\section*{Neutron optics of guide walls: index, critical angle and the curved guide}

A slow neutron sees a solid wall as a potential step of a few hundred neV. From that step follow the refractive index, the critical angle and the filtering action of a curved guide. Ultracold neutrons (UCN), whose energy lies below the step, are outside the range of the usual small-angle formulas, so each result is first derived exactly and then expanded.

\subsection*{Premises and conventions}

The neutron has mass $m$, wave number $k=2\pi/\lambda$, speed $v=\hbar k/m$ and energy $E=\hbar^2k^2/2m$, with time factor $e^{-iEt/\hbar}$. Angles $\theta$ are glancing angles, measured from the surface.
\begin{enumerate}
\item A nucleus is far smaller than $\lambda$, so it scatters only an $s$ wave: a field $\psi_{\rm exc}$ at the nucleus produces $-b\,\psi_{\rm exc}\,e^{ikr}/r$. With this sign $b>0$ acts as a repulsion. The nuclei are held in the solid, so $b$ is the bound scattering length, and its average over spin states and isotopes, the coherent length, is what enters the mean wave.
\item The wall is homogeneous, non-magnetic, thick and smooth, with number density $N$. For several species, $Nb$ means $\sum_i N_ib_i$, the scattering length density.
\item Inside the guide the neutron follows straight rays and reflects specularly.
\end{enumerate}
The last sections test these premises.

\subsection*{Mean potential}

The total wave is the incident wave plus the wavelets from all nuclei,
\begin{equation}
\psi(\mathbf r)=\psi_0(\mathbf r)-\sum_j b\,\psi_j\,\frac{e^{ik|\mathbf r-\mathbf R_j|}}{|\mathbf r-\mathbf R_j|},
\label{ms}
\end{equation}
where $\psi_j$ is the field exciting nucleus $j$, made by everything except that nucleus. Average over nuclear positions, replace the sum by $N\int d^3r'$ over the wall, and replace $\psi_j$ by the mean field at that point (Foldy's approximation). Now apply $\nabla^2+k^2$. It annihilates $\psi_0$. It also annihilates $e^{ikr}/r$ for $r>0$, while the flux of the gradient of $e^{ikr}/r$ through a small sphere tends to $-4\pi$, so $(\nabla^2+k^2)\,e^{ikr}/r=-4\pi\delta(\mathbf r)$. Inside the wall therefore
\begin{equation}
(\nabla^2+k^2)\,\psi=4\pi Nb\,\psi .
\label{helm}
\end{equation}
Comparison with the Schr\"odinger equation $(\nabla^2+k^2)\psi=(2mV/\hbar^2)\psi$ gives
\begin{equation}
V=\frac{2\pi\hbar^2Nb}{m}=\frac{\hbar^2k_c^2}{2m},\qquad k_c=\sqrt{4\pi Nb}.
\label{V}
\end{equation}
This is the volume average of the Fermi pseudopotential $(2\pi\hbar^2b/m)\sum_j\delta(\mathbf r-\mathbf R_j)$. The derivation did not assume that the wall as a whole scatters weakly, so \eqref{V} also holds for $E<V$.

The step $\psi_j\to\psi$ ignores that no other nucleus sits close to nucleus $j$. Model this as an empty sphere of radius $a$ with $\tfrac43\pi a^3N=1$. For $ka\ll1$ the scatterers wrongly counted in that sphere contribute the fraction
\begin{equation}
Nb\int_0^a\frac{4\pi r^2\,dr}{r}=2\pi Nb\,a^2=\frac{3b}{2a}
\label{lf}
\end{equation}
of the field, and for larger $k$ the oscillating phase reduces it. This ratio of a nuclear to an atomic length sets the relative accuracy of \eqref{V}.

\subsection*{Refractive index}

A plane wave $e^{i\mathbf K\cdot\mathbf r}$ solves \eqref{helm} if $K^2=k^2-k_c^2$. With $n=K/k$,
\begin{equation}
n^2=1-\frac{V}{E}=1-\frac{\lambda^2Nb}{\pi}=1-\frac{\lambda^2}{\lambda_c^2},\qquad \lambda_c=\frac{2\pi}{k_c}=\sqrt{\frac{\pi}{Nb}} .
\label{n2}
\end{equation}
For $\lambda\ll\lambda_c$ the square root may be expanded,
\begin{equation}
n=1-\frac{\lambda^2Nb}{2\pi}-\frac18\frac{\lambda^4}{\lambda_c^4}-\dots
\label{nlin}
\end{equation}
The familiar form $n\simeq1-\lambda^2Nb/2\pi$ drops a term that is $\lambda^2/4\lambda_c^2$ times the one kept. It serves for thermal and cold neutrons. For $\lambda>\lambda_c$, that is $E<V$ or $v<v_c=\hbar k_c/m$, the index is imaginary and only \eqref{n2} has meaning. We call such neutrons ultracold with respect to that wall.

\subsection*{Reflection from a flat wall}

Let the wall fill $z>0$. The potential depends on $z$ alone, so the wave vector component parallel to the surface is conserved, which is Snell's law $\cos\theta=n\cos\theta'$, and \eqref{helm} becomes one-dimensional with
\begin{equation}
k_z=k\sin\theta,\qquad K_z^2=k_z^2-k_c^2 .
\end{equation}
Take $e^{ik_zz}+r\,e^{-ik_zz}$ outside and $t\,e^{iK_zz}$ inside. The potential step is finite, so $\psi$ and $\psi'$ are continuous: $1+r=t$ and $k_z(1-r)=K_zt$. Eliminating $t$,
\begin{equation}
r=\frac{k_z-K_z}{k_z+K_z}.
\label{fres}
\end{equation}
For $b>0$ and $k_z<k_c$ one has $K_z=i\kappa$ with $\kappa=\sqrt{k_c^2-k_z^2}$. Numerator and denominator of \eqref{fres} are then complex conjugates, $|r|=1$, and the amplitude in the wall decays as $e^{-\kappa z}$ over a depth $1/\kappa\ge1/k_c$. The limit $k_z=k_c$ defines the critical angle,
\begin{equation}
\sin\theta_c=\frac{\lambda}{\lambda_c}=\lambda\sqrt{\frac{Nb}{\pi}},\qquad \cos\theta_c=n,
\label{thc}
\end{equation}
which is exact within the model and reduces to $\theta_c\simeq\lambda\sqrt{Nb/\pi}$ for $\lambda\ll\lambda_c$. For $\lambda\ge\lambda_c$ there is no critical angle: UCN are reflected at every angle, which is why they can be stored. In terms of the wave vector transfer $Q=2k\sin\theta$,
\begin{equation}
Q_c=2k_c=4\sqrt{\pi Nb},
\label{Qc}
\end{equation}
independent of $\lambda$. Only the normal velocity matters, and the condition for total reflection is $v_\perp\le v_c$.

Above the edge, put $\tau=Q/Q_c>1$. Then $r=(\tau-\sqrt{\tau^2-1})^2$, because $(\tau-\sqrt{\tau^2-1})(\tau+\sqrt{\tau^2-1})=1$, and
\begin{equation}
|r|^2=\left(\tau-\sqrt{\tau^2-1}\right)^4\;\to\;\frac{1}{16\tau^4}=\frac{16\pi^2(Nb)^2}{Q^4}\quad(\tau\gg1).
\label{tail}
\end{equation}
The reflectivity is 0.17 at $\tau=1.1$ and 0.005 at $\tau=2$.

\subsection*{Loss per bounce}

Absorption and inelastic scattering remove neutrons from the mean wave with a cross-section $\sigma_l$. Write the potential as $V-iW$. A propagating wave must lose intensity as $e^{-N\sigma_l z}$, so $2\,{\rm Im}K=N\sigma_l$, while ${\rm Im}K^2=2\,{\rm Re}K\,{\rm Im}K=2mW/\hbar^2$. Hence $W=\tfrac12\hbar vN\sigma_l(v)$. When $\sigma_l\propto1/v$, as for absorption of slow neutrons, $W$ is a constant of the material and may be evaluated at any convenient $\lambda$:
\begin{equation}
\eta=\frac WV=\frac{\sigma_l(\lambda)}{2b\lambda}.
\label{eta}
\end{equation}
Below the edge $K_z^2=-\kappa^2+i\eta k_c^2$, so to first order $K_z=i\kappa+\eta k_c^2/2\kappa$. From \eqref{fres}, $1-|r|^2=4k_z\,{\rm Re}K_z/|k_z+K_z|^2$, and the denominator is $k_z^2+\kappa^2=k_c^2$ at lowest order. The loss per bounce is
\begin{equation}
\mu=\frac{2\eta k_z}{\kappa}=2\eta\sqrt{\frac{E_\perp}{V-E_\perp}},\qquad E_\perp=E\sin^2\theta,
\label{mu}
\end{equation}
valid while $\kappa^2\gg\eta k_c^2$.

\subsection*{Geometry of the curved guide}

Neutron guides, and their curved form, go back to Maier-Leibnitz and Springer (1963). Take a rectangular channel bent in the horizontal plane, with side walls on concentric circles of radii $R_i=R-w/2$ and $R_o=R+w/2$, so $w$ is the width and $R$ the mean radius. Floor and ceiling reverse only the vertical velocity and the side walls act only on the horizontal one, so the horizontal projection can be treated alone. Below, $\lambda$ and $v$ refer to the horizontal velocity; for $\lambda\ll\lambda_c$ a guided neutron has a vertical angle of at most $\theta_c$ and the distinction is of order $\theta_c^2$.

A straight ray passes the centre of curvature at a distance $p$. At radius $\rho$ it makes an angle $\theta$ with the local tangent, where $\rho\cos\theta=p$, and $\theta$ is also the polar angle counted from the point of closest approach. A specular bounce on either circle keeps the tangential velocity and the speed, so $p$ is conserved along the whole path:
\begin{equation}
\rho\cos\theta=R_o\cos\theta_o=R_i\cos\theta_i .
\label{inv}
\end{equation}
Here $\theta_o$ and $\theta_i$ are the glancing angles at the outer and inner wall. Every bounce on a given wall occurs at the same angle, and $\theta_i<\theta_o$ because $R_i<R_o$, so the outer wall decides transmission. Rays with $p>R_i$ never reach the inner wall (garland rays); rays with $p<R_i$ alternate between the walls (zigzag rays). The boundary $p=R_i$ defines the characteristic angle, $\cos\theta^*=R_i/R_o$. Since $R_o^2-R_i^2=2Rw$,
\begin{equation}
\sin\theta^*=\frac{\sqrt{2Rw}}{R_o}=\frac{\sqrt{2w/R}}{1+w/2R},\qquad \theta^*\simeq\sqrt{\frac{2w}{R}}\quad(w\ll R).
\label{ths}
\end{equation}

The longest straight segment inside the channel is the chord of the outer circle tangent to the inner one. Its half-length is $\sqrt{R_o^2-R_i^2}$, so
\begin{equation}
L_{\rm los}=\sqrt{8wR}
\label{los}
\end{equation}
exactly as a chord. It subtends the polar angle $2\theta^*$, an arc $2R\theta^*$ along the axis, which equals \eqref{los} to relative order $w/R$. A longer guide has no line of sight. Moreover, every ray meets the \emph{outer} wall within that arc. Successive outer bounces of a garland ray are $2\theta_o\le2\theta^*$ apart. Those of a zigzag ray are $2(\theta_o-\theta_i)$ apart, and \eqref{inv} gives $\cos\theta_o=\cos\theta^*\cos\theta_i\ge\cos(\theta^*+\theta_i)$, so $\theta_o-\theta_i\le\theta^*$.

\subsection*{Characteristic wavelength and transmission}

Setting $\theta_c=\theta^*$ in \eqref{thc} gives
\begin{equation}
\lambda^*=\lambda_c\sin\theta^*\simeq\frac{\sqrt{2w/R}}{\sqrt{Nb/\pi}},
\label{lams}
\end{equation}
or equivalently $n(\lambda^*)=R_i/R_o$, $v^*=v_c/\sin\theta^*$ and $E^*=V/\sin^2\theta^*$. Below $\lambda^*$ only garland rays survive.

To find how many, take a guide longer than $L_{\rm los}$, reflectivity 1 below $\theta_c$ and 0 above, and an entrance filled uniformly in position and direction. The flux through the radial entrance plane is proportional to $d\rho\,\cos\theta\,d\theta=d\rho\,d(\sin\theta)$. A ray at $\rho=R_o-uw$, with $0\le u\le1$, is passed if $\theta_o\le\theta_c$, which by \eqref{inv} means $\sin^2\theta\le1-(R_o/\rho)^2\cos^2\theta_c$. To first order in $w/R$, $(R_o/\rho)^2=1+u\theta^{*2}$, so $\sin^2\theta\le\sin^2\theta_c-u\theta^{*2}\cos^2\theta_c$. A straight guide accepts $|\sin\theta|\le\sin\theta_c$ at every $u$, and the vertical acceptance is the same for both, so the relative transmission is
\begin{equation}
T=\int_0^{\min(1,x^2)}\sqrt{1-\frac{u}{x^2}}\;du,\qquad x=\frac{\tan\theta_c}{\theta^*}\simeq\frac{\lambda}{\lambda^*}.
\end{equation}
The last form holds to order $w/R$ for $\lambda\lesssim\lambda^*$. The antiderivative is $-\tfrac23x^2(1-u/x^2)^{3/2}$, whence
\begin{equation}
T=\begin{cases}\tfrac23x^2, & x\le1,\\[2pt] \tfrac23x^2\left[1-\left(1-x^{-2}\right)^{3/2}\right], & x\ge1.\end{cases}
\label{T}
\end{equation}
Thus $T=2/3$ at $\lambda^*$, $T=0.93$ at $x=2$, and $T\to1-1/4x^2$ at large $x$. As $\lambda\to\lambda_c$, $x$ diverges, and UCN pass with $T=1$. The cut-off is soft: short wavelengths are suppressed as $\lambda^2$, and those that pass stay within $x^2w$ of the outer wall.

A garland ray bounces $\nu\simeq L/2R\theta_o$ times in a length $L$. This diverges for grazing rays, but with \eqref{mu} the accumulated loss $\nu\mu=\eta L/(R\sqrt{\theta_c^2-\theta_o^2})$ stays finite as $\theta_o\to0$.

\subsection*{Range of validity}

\emph{Mean potential.} Equation \eqref{V} holds to the accuracy \eqref{lf}. In a crystalline wall Bragg scattering is absent for $\lambda$ above twice the largest reflecting plane spacing, and below that it adds to $\sigma_l$. Total reflection needs $Nb>0$. A magnetised wall adds a spin-dependent term to $V$.

\emph{Expansions.} The linear index needs $\lambda\ll\lambda_c$. The simple forms of \eqref{ths} and \eqref{lams}, and \eqref{T}, need $w\ll R$.

\emph{Reflectivity tail.} The step reflectivity ignores \eqref{tail}. For garland rays the accepted area in $(u,\theta)$ grows as $\theta_o^3$, so rays above the edge that bounce $\nu$ times raise $T$ by the fraction $\delta_\nu\approx3\int_1^\infty\tau^2|r|^{2\nu}d\tau$, taking $\nu$ as fixed. With $\tau=\cosh s$ one has $|r|^2=e^{-4s}$ and $\cosh^2s\sinh s=\tfrac14(\sinh3s+\sinh s)$, and $\int_0^\infty e^{-\gamma s}\sinh qs\,ds=q/(\gamma^2-q^2)$ gives
\begin{equation}
\delta_\nu=\frac34\left[\frac{3}{16\nu^2-9}+\frac{1}{16\nu^2-1}\right].
\end{equation}
This is 0.37 for one bounce and 0.05 for two. Near $\lambda^*$, where $\nu\approx L/L_{\rm los}$, a guide barely out of line of sight can therefore leak tens of per cent more than \eqref{T} says.

\emph{Roughness.} A height deviation $\zeta$ that varies slowly along the surface shifts the reflected phase by $Q\zeta$. Averaging $e^{iQ\zeta}$ over a Gaussian of r.m.s.\ width $\sigma$ gives $e^{-Q^2\sigma^2/2}$, so the specular intensity falls by $e^{-Q^2\sigma^2}$. The diverted neutrons change $p$ and break \eqref{inv}.

\emph{Coating thickness.} A film of thickness $d$ leaks by tunnelling with a probability of order $e^{-2\kappa d}$, unless the substrate reflects as well.

\emph{Rays and gravity.} Ray optics needs many transverse modes, $2w/\lambda_c\gg1$. Gravity acts on the vertical motion only and leaves the horizontal projection straight, so \eqref{inv} survives in a horizontal bend; it adds at most $mgH$ to $E_\perp$ at the floor of a channel of height $H$. In a vertical bend a nearly horizontal ray curves with radius $v^2/g$, and the results need $gR/v^2\ll1$.

\subsection*{Illustration: a beryllium-coated bend, and its carbon equivalent}

The inputs are typical approximate values: for Be, $b=7.79$ fm, mass density $1.85$ g/cm$^3$ and molar mass $9.012$ g/mol, with the coating assumed to have bulk density. The guide is illustrative, with $w=H=50$ mm, $R=10$ m and $L=4$ m. With $\hbar^2/2m=2.072$ meV\,\AA$^2$ and $h/m=3956$ \AA\,m/s the model gives:
\begin{center}
\begin{tabular}{ll|ll}
$N$ & 0.1236 \AA$^{-3}$ & $\sin\theta^*$ & 0.0998\\
$Nb$ & $9.63\times10^{-6}$ \AA$^{-2}$ & $\theta^*$ & $5.72^\circ$\\
$V$ & 251 neV & $\lambda^*$ & 57.0 \AA\\
$v_c$ & 6.93 m/s & $v^*$ & 69.4 m/s\\
$\lambda_c$ & 571 \AA & $E^*$ & 25.2 $\mu$eV\\
$Q_c$ & 0.0220 \AA$^{-1}$ & $L_{\rm los}$ & 2.00 m\\
$\theta_c/\lambda$ & 1.75 mrad/\AA & $1/k_c$ & 91 \AA
\end{tabular}
\end{center}
The small-angle form of \eqref{lams} gives 57.1 \AA. At $\lambda^*$ the exact $1-n$ is $4.99\times10^{-3}$ and the linear term of \eqref{nlin} is $4.98\times10^{-3}$. The guide passes the UCN and most of the very cold spectrum above 57 \AA, while \eqref{T} gives $T=5.1\times10^{-3}$ at 5 \AA{} and $7\times10^{-4}$ at 1.8 \AA. At 5 \AA{} a ray at the critical angle bounces about 23 times, so the tail is negligible; near $\lambda^*$ there are about two bounces and it adds roughly 5 per cent.

For the other neglected terms, $a=1.2$ \AA{} makes \eqref{lf} equal to $9\times10^{-5}$, and the mode count is $1.8\times10^6$. With $g=9.81$ m/s$^2$, $mg=103$ neV/m, so $mgH$ is 2.0 per cent of $V$ and a UCN rises at most 2.4 m. In a vertical bend $gR/v^{*2}$ would be 0.020, but $v_c^2/g=4.9$ m is below $R$, so UCN paths there are not straight on the scale of the bend. An assumed film of 2000 \AA{} has $e^{-2\kappa d}=9\times10^{-7}$ at $E_\perp=0.9V$. An assumed roughness of 10 \AA{} gives $Q_c^2\sigma^2=0.048$, so nearly 5 per cent per bounce leaves the specular beam at the edge.

Diamond-like carbon has no fixed density. With the typical $b=6.65$ fm and molar mass $12.011$ g/mol, the model gives $V=86.8$ neV per g/cm$^3$ of carbon, so a hydrogen-free film matches the Be column at 2.89 g/cm$^3$, and $\lambda^*$ scales as the inverse square root of the density. Hydrogen has a negative length, approximately $-3.74$ fm, and ten H per hundred C at fixed carbon density lower $V$ by 5.6 per cent.

The loss factor is where the clean-wall model fails. A typical Be absorption cross-section of 7.6 mb at 2200 m/s, where $\lambda=1.798$ \AA, gives the model's $\eta=2.7\times10^{-7}$ from \eqref{eta}. Real Be and carbon coatings at room temperature typically lie near $10^{-4}$, so this absorption-only figure is too low by two to three orders of magnitude; thermal upscattering, much of it on surface hydrogen, and coating defects are left out. Assuming $\eta=10^{-4}$, a UCN crossing at $45^\circ$ in the horizontal plane with $E_\perp=V/2$ makes about $L/w=80$ side-wall bounces with $\mu=2\eta$ each and loses 1.6 per cent in the model, so with the assumed roughness it is non-specular reflection rather than $\eta$ that limits this guide.